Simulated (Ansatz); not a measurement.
# Sb: pressure and energy change per atom against volume scale

Results calculated with Ansatz 0.2.0, not measured. Plane-wave DFT, scalar-relativistic PAW made under PBE with cores redone for the functional, no dispersion; the given relaxed cell is scaled uniformly, energy at zero smearing counts from the unscaled cell, pressure at the given Fermi-Dirac smearing is positive in compression.

The cell before it is scaled or strained (space group P6_3/mmc, No. 194):
```
Sb
1.0
      3.2916     0.0000     0.0000
     -1.6458     2.8506     0.0000
      0.0000     0.0000    11.1394
Sb
4
Direct
  0.00000 1.00000 0.00000
  0.00000 1.00000 0.50000
  0.33333 0.66667 0.25000
  0.66667 0.33333 0.75000
```

Settings of every row: spin polarised no; functional PBEsol; wave cutoff 420 eV; smearing width 0.1 eV; k mesh 12x12x4.

Atom starting moment: 0 on all atoms.

Limits: the cell comes from a prototype or a list of computed structures and needn't be the stable phase.

| row | volume scale | V (Å³/atom) | pressure (GPa) | energy change per atom (meV) |
| --- | --- | --- | --- | --- |
| 1 | 0.88 | 22.995 | 11.96 | 106.48 |
| 2 | 0.92 | 24.04 | 7.16 | 44.75 |
| 3 | 0.96 | 25.085 | ? | ? |
| 4 | 1.04 | 27.176 | -2.28 | 7.3 |
| 5 | 1.08 | 28.221 | -4.28 | 29.36 |
| 6 | 1.12 | 29.266 | -5.86 | 63.11 |

Question: what pressure and energy change per atom should row 3 give?

Worked fit of pressure. Take u = (V_r/V)^(2/3) − 1 with V_r = 27.176 Å³ an atom, which is twice the finite (Eulerian) strain; such expansions in the strain, on which the Birch-Murnaghan equation of state is built, carry the rest volume and the bulk modulus. The shown rows have u = 0.11781, 0.08518, 0, -0.02484, -0.04819. Least squares give pressure = −2.303 + 87.201 × u + 285.79 × u² GPa; a straight line predicts inner rows, each left out in turn, worse (root mean square 0.81 against 0.055 GPa). The rows lie off it by 0.02, -0.04, 0.02, 0.01, -0.02. The pressure vanishes at u = 0.0245, or V = 26.21 Å³ an atom, and there the bulk modulus at fixed shape and fractions is B = −V dP/dV = (2/3)(1 + u) dP/du = 69.1 GPa. Letting shape and atoms relax would as a rule lower it, by much in layered, chain or molecular crystals. The withheld row has u = 0.05483, so the fit gives −2.303 + 87.201 × (0.05483) + 285.79 × (0.05483)² = 3.34 GPa.

The calculation gave 3.31 GPa. The fit lies 0.03 GPa (0.17 % of the column's range) above it; its largest miss of a shown row is 0.04 GPa.

Worked fit of energy change per atom. Take u = (V_r/V)^(2/3) − 1 with V_r = 27.176 Å³ an atom, which is twice the finite (Eulerian) strain; such expansions in the strain, on which the Birch-Murnaghan equation of state is built, carry the rest volume and the bulk modulus. The shown rows have u = 0.11781, 0.08518, 0, -0.02484, -0.04819. Least squares give energy change per atom = 7.134 − 583.956 × u + 12096.84 × u² meV; a straight line predicts inner rows, each left out in turn, worse (root mean square 34 against 0.57 meV). The rows lie off it by 0.25, -0.41, 0.17, 0.26, -0.26 (root mean square 0.28 meV). The withheld row has u = 0.05483, so the fit gives 7.134 − 583.956 × (0.05483) + 12096.84 × (0.05483)² = 11.48 meV.

The calculation gave 11.05 meV. The fit lies 0.43 meV (3.9 % of the value, 0.43 % of the column's range) above it; its largest miss of a shown row is 0.41 meV.
